# Tonks gas: activity series, virial series and the Lambert $W$ branch

## Exact relations

Hard rods of length $\sigma$ on a line (Tonks, 1936): line density $\rho$, axial force $P$, $\beta=1/k_BT$, activity $z=e^{\beta\mu}/\Lambda$. Define $x=z\sigma$, $p=\beta P\sigma$, $\eta=\rho\sigma$.

Isobaric ensemble, one independent gap per rod: $e^{-\beta\mu}=\Lambda^{-1}\int_\sigma^\infty e^{-\beta Pr}dr$. Hence
$$z=\beta P\,e^{\beta P\sigma},\qquad x=pe^{p},\qquad \eta=x\frac{dp}{dx}=\frac{p}{1+p}.$$
So $p=W_k(x)$, with $k$ to be chosen. Convention (Corless et al., 1996): $W_0\ge-1$ is real on $[-1/e,\infty)$, and $W_{-1}\le-1$ is real only on $[-1/e,0)$.

Lagrange inversion about $p=0$, with $\beta P=\sum_l b_lz^l$:
$$b_l=\frac{\sigma^{l-1}}{l}\,[p^{l-1}]\,e^{-lp}=\frac{(-l\sigma)^{l-1}}{l!},\qquad p=x-x^2+\tfrac32x^3-\tfrac83x^4+\dots$$
Ratio test: $|b_{l+1}/b_l|=\sigma(1+1/l)^{l-1}\to e\sigma$, so the radius is $|x|=1/e$.

## Model: CF$_4$ in single file

Inputs: hard-sphere diameter $\sigma\approx0.47$ nm (typical); assumed pore diameter $D=0.55$ nm and uniform wall energy $U_0=-25$ kJ/mol; $T=300$ K. $U_0$ is chosen to give partial filling near 1 bar, typical of CF$_4$ in narrow micropores.

Equal $\mu$ with an ideal bulk gas at pressure $P_b$; the transverse integral is absorbed in $z$:
$$z=\beta P_b\,A\,e^{-\beta U_0},\qquad A=\pi(D-\sigma)^2/4=5.03\times10^{-3}\ \text{nm}^2,\qquad -\beta U_0=10.02.$$
Thus $x=P_b/P_0$ with $P_0=0.78$ bar. The activity series fails above $P_0/e=0.29$ bar. Wanted: the loading at $x=1$.

## Wrong attempt (result false)

1. At $x=1>1/e$ the activity series diverges.
2. "The branch point is passed, so the dense fluid sits on the second branch: $p=W_{-1}(x)$."
3. For $x>0$, $W_{-1}=-\theta\cot\theta-i\theta$ with $x=-(\theta/\sin\theta)\,e^{-\theta\cot\theta}$, $\pi<\theta<2\pi$. At $x=1$: $p=-1.534-4.375i$.
4. $\eta=p/(1+p)=1.027-0.225i$, real part read as the loading.

Wrong answer: the pore condenses at 0.29 bar and holds $2.19$ nm$^{-1}$ at 0.78 bar.

## Symptom

- $\mathrm{Re}\,\eta>1$: above close packing, $1/\sigma=2.13$ nm$^{-1}$.
- $p$ is complex with negative real part. The gap integral needs $P>0$ to converge.
- $|\mathrm{Im}\,p|>\pi$ for all $x>0$, so this root cannot join the series value $p=0.278$ at $x=1/e$.

## Faulty line

Line 2. The branch point obeys $dx/dp=(1+p)e^p=0$, so $p=-1$, $x=-1/e$. It lies at negative activity, as the alternating $b_l$ signal. $W_0$ and $W_{-1}$ meet there only. The point $x=+1/e$ lies on the circle of convergence but is regular.

## Mended calculation

For $p>0$, $pe^p$ rises monotonically from $0$ to $\infty$: one real root, $p=W_0(x)$, analytic for all $x>0$. No transition. At $x=1/e$, $\eta=0.218$.

Eliminate $x$, with $\beta P=\sum_nB_n\rho^n$:
$$p=\frac{\eta}{1-\eta}=\sum_{n\ge1}\eta^n,\qquad B_n=\sigma^{n-1}.$$
Mayer diagrams, $f=-1$ for $|r|<\sigma$: $B_2=-\tfrac12\int f=\sigma$, $B_3=-\tfrac13\iint fff=\tfrac13\cdot3\sigma^2$. The only singularity is the pole at $\eta=1$, and $p=-1$ maps to $\eta=\infty$. The virial series converges up to close packing.

At $x=1$: $p=W_0(1)=0.567$, $\eta=0.362$, well inside the virial radius. Force unit $k_BT/\sigma=8.81$ pN.

## Size of the error

| $x=1$, model | $W_{-1}$, real part | $W_0$ |
|---|---|---|
| $\eta$ | 1.027 | 0.362 |
| $\rho$ (nm$^{-1}$) | 2.19 | 0.77 |
| $P$ (pN) | $-13.5$ | 5.0 |

The loading is too high by a factor 2.8, or $0.67$ in $\eta$. The force has the wrong sign.

Neglected terms:

- Off-axis motion: the axial contact distance is at least $\sqrt{\sigma^2-(D-\sigma)^2}=0.463$ nm, 1.5 % below $\sigma$.
- CF$_4$–CF$_4$ attraction: Lennard-Jones tail for $r>\sigma$, $\varepsilon/k_B\approx134$ K (typical), mean field. $\Delta\beta\mu=-8\beta\varepsilon(\tfrac15-\tfrac1{11})\eta=-0.14$. With $d\eta/d\ln x=\eta(1-\eta)^2$, $\eta$ rises by roughly 0.02 at fixed $P_b$.
- $U_0$: 1 kJ/mol rescales $P_0$ by a factor 1.5. The pressure axis and the loading $0.77$ nm$^{-1}$ at 0.78 bar are the model's, not those of a real pore.